## What the energy measures

The energy over elements is the energy of one free atom minus the energy per atom of the same element in its standard state. All five standard states here are solids, so the number is the cost of taking the solid apart into single atoms, which is its cohesive energy. It was computed with density-functional theory at the PBE level, without spin-orbit coupling. A large value normally means a strongly bound solid, although a free atom computed above its true ground level would raise it too.

Single free atoms in a periodic box of 15 × 15.5 × 16 Å, computed with Ansatz 0.2.0 (plane-wave PAW, scalar-relativistic PBE, collinear spin) at a 420 eV cutoff and the Γ point only, with 0.005 eV Gaussian smearing and symmetry switched off. The energy over elements is taken relative to the elements' standard states with the same functional, extrapolated to zero smearing.

```
species  starting moment  energy over elements (eV/atom)  spin moment (μB)  level gap (eV)
      B             1 μB                           6.248              1.00           0.546
     Cu             1 μB                           3.525              1.00           0.834
     Ge             2 μB                           3.727              2.00           0.147
     Ru             4 μB                           6.761              4.00           0.827
      W             4 μB                           8.396              6.00           1.559
```

The cost rises from Cu through Ge, B and Ru to W. Pulling an atom out of tungsten takes more than twice the energy needed for copper. The explanation has to cover both ends of the process: the bonds in the solid and the atom that is left over.

## Three metals with the same outer electron

The computed free atoms of Cu, Ru and W all hold one outer s electron. They differ in the d shell, which holds ten electrons in Cu, seven in Ru and five in W. This makes the three metals a useful comparison: the s electron can bond in each of them, while the filling of the d shell changes. The comparison isn't perfectly clean, because the d shells belong to different rows of the periodic table and the free atoms have different spins.

When atoms meet in a solid, their d levels spread into a band. The lower half of the band is bonding, with electron density shared between neighbours, and the upper half is antibonding. An empty band binds nothing. A full band binds almost nothing either, because its antibonding electrons undo the work of the bonding ones. The strongest binding lies halfway, where the bonding states are full and the antibonding states are empty.

Copper sits at the full limit and is held together mainly by its s electrons, helped by some mixing with the d states. Tungsten sits at half filling, and ruthenium lies between them. Ruthenium and tungsten therefore both gain from a partly filled d band, which copper lacks. The size of the gain also depends on the row. Iron stands directly above ruthenium in the periodic table, but its measured cohesive energy is only moderately higher than copper's, partly because the compact 3d orbitals overlap less.

The row matters again in the step from ruthenium to tungsten. Molybdenum has tungsten's filling but stands in ruthenium's row, and its measured cohesive energy is almost the same as ruthenium's. Its bonds gain from the better filling, but its free atom is also stabilised, by six parallel spins, and the two gains largely cancel. Most of tungsten's lead over ruthenium is therefore expected to come from its row: 5d orbitals reach further than 4d orbitals and overlap more strongly with their neighbours.

## A worked estimate for tungsten

Let the d band have width $w$, with its ten states per atom spread evenly about the atomic level. If $N$ electrons fill it from the bottom, their average energy is $-w/2 + Nw/20$. Multiplying by $N$ and reversing the sign gives the binding energy

$$E_d = \frac{w}{20}\,N(10-N).$$

It vanishes for $N=0$ and $N=10$ and is largest for $N=5$, as the limits demand.

Take copper's 3.525 eV as the share of the s electrons in all three metals. Ruthenium lies 3.236 eV above it, and this excess is taken as the d part for $N=7$, where $N(10-N)=21$. For tungsten the product is 25. With the same band width, its energy should be $3.525 + 3.236\times 25/21 \approx 7.4$ eV.

The computed value is 8.4 eV, so the estimate is 12 % too low. Copper and ruthenium set the two constants of the model, and tungsten was not used to set them. One predicted metal illustrates the picture but is a weak test of it.

The opposite limit is a band that has collapsed into two levels, one bonding and one antibonding. Only the surplus of bonding electrons then counts, which is five for tungsten and three for ruthenium. This version gives 8.9 eV, about 6 % too high. The computed value lies between the two limits, but that doesn't prove the model. Both estimates would be the same for molybdenum, and there they are too high. They leave out two effects that pull in opposite directions. Parallel spins lower the energy of the free atom and so reduce the cohesive energy, most of all when six electrons are unpaired. Tungsten's wider 5d band raises the cohesive energy. In tungsten the two errors partly cancel, while molybdenum has no 5d band to make up for the spins. The printed output after the text lists both estimates.

## What this means for wiring

All three metals are used or studied as conductors in chips, where a dense current can push atoms along a narrow line until it fails. An atom moves only by loosening some of its bonds, so strong cohesion generally goes with slow diffusion. The cohesive energy is 1.9 times copper's for ruthenium and 2.4 times for tungsten. That favours both metals where electromigration limits the life of a line. The ratios are no substitute for migration barriers, however, because a moving atom breaks only some of its bonds, often at a surface or grain boundary.

## Boron and germanium

Boron and germanium bond through s and p electrons, so the d-band argument doesn't apply to them. Germanium brings four valence electrons and boron only three, yet boron is bound far more strongly. Shared out over the valence electrons, the energy is about 2.1 eV each in boron and 0.9 eV each in germanium.

The usual explanation is the size of the orbitals. Boron's 2p shell is compact because no p shell lies beneath it, so the atoms come close and their orbitals overlap strongly. Germanium's 4p orbitals are more spread out, and its bonds are longer and weaker. In the d metals a longer reach helps instead, because d orbitals are small compared with the distance between the atoms. For elements of this kind, the number of valence electrons matters, but the row of the periodic table can matter more.

## Why the atom's own columns mislead

The spin moment counts unpaired electrons in the free atom. Boron and copper both have a moment of 1 μB, but their energies differ by 2.7 eV. One reason is that bonding rearranges the atom: boron's paired 2s electrons join in the bonds of the solid, although they add nothing to the moment.

The level gap is no better guide. Copper and ruthenium have almost the same gap, about 0.83 eV, while their energies differ by nearly a factor of two. The gaps also belong to different kinds of step. In boron and germanium the step runs between p levels of one spin, in copper and ruthenium it starts from a filled d level of the minority spin, and in tungsten it leads from one spin to the other.

## Where the free atom matters

Any error in the free atom passes straight into the cohesive energy. Tungsten was started with a moment of 4 μB and settled at 6 μB, with five d electrons and one s electron all parallel. The real atom has four d and two s electrons in its ground level, which spin-orbit coupling pulls below the six-spin state by roughly 0.37 eV. Lowering the tungsten atom by that amount would still leave the metal's cohesive energy about 1.3 eV above ruthenium's.

The order of copper and germanium is less secure. Germanium lies only 0.2 eV higher, and spin-orbit coupling would lower its free atom by roughly 0.1 eV. At this level of theory the two are best read as nearly equal, although one is held together by a metal's s electrons and the other by covalent bonds.

The analysis program printed:

```
Ru less Cu in eV: 3.236
W less Cu in eV: 4.871
W less Ru in eV: 1.635
Ru over Cu as a ratio: 1.918
W over Cu as a ratio: 2.382
W predicted from Ru and Cu with a rectangular band in eV: 7.377
rectangular band prediction less computed W in eV: -1.019
W predicted from Ru and Cu with bonding less antibonding electrons in eV: 8.918
bonding less antibonding prediction less computed W in eV: 0.5223
B less Cu at equal spin moment in eV: 2.723
B less Ge in eV: 2.521
B energy per valence electron in eV: 2.083
Ge energy per valence electron in eV: 0.9317
B over Ge per valence electron as a ratio: 2.235
Ge less Cu in eV: 0.202
Ge less Cu after a rough spin-orbit lowering of the Ge atom in eV: 0.082
W less Ru if only the W atom is lowered to its true ground level in eV: 1.265
Cu less Ru level gap in eV: 0.007
rank correlation of level gap and energy: 0.4
W final less starting moment in Bohr magnetons: 2
```
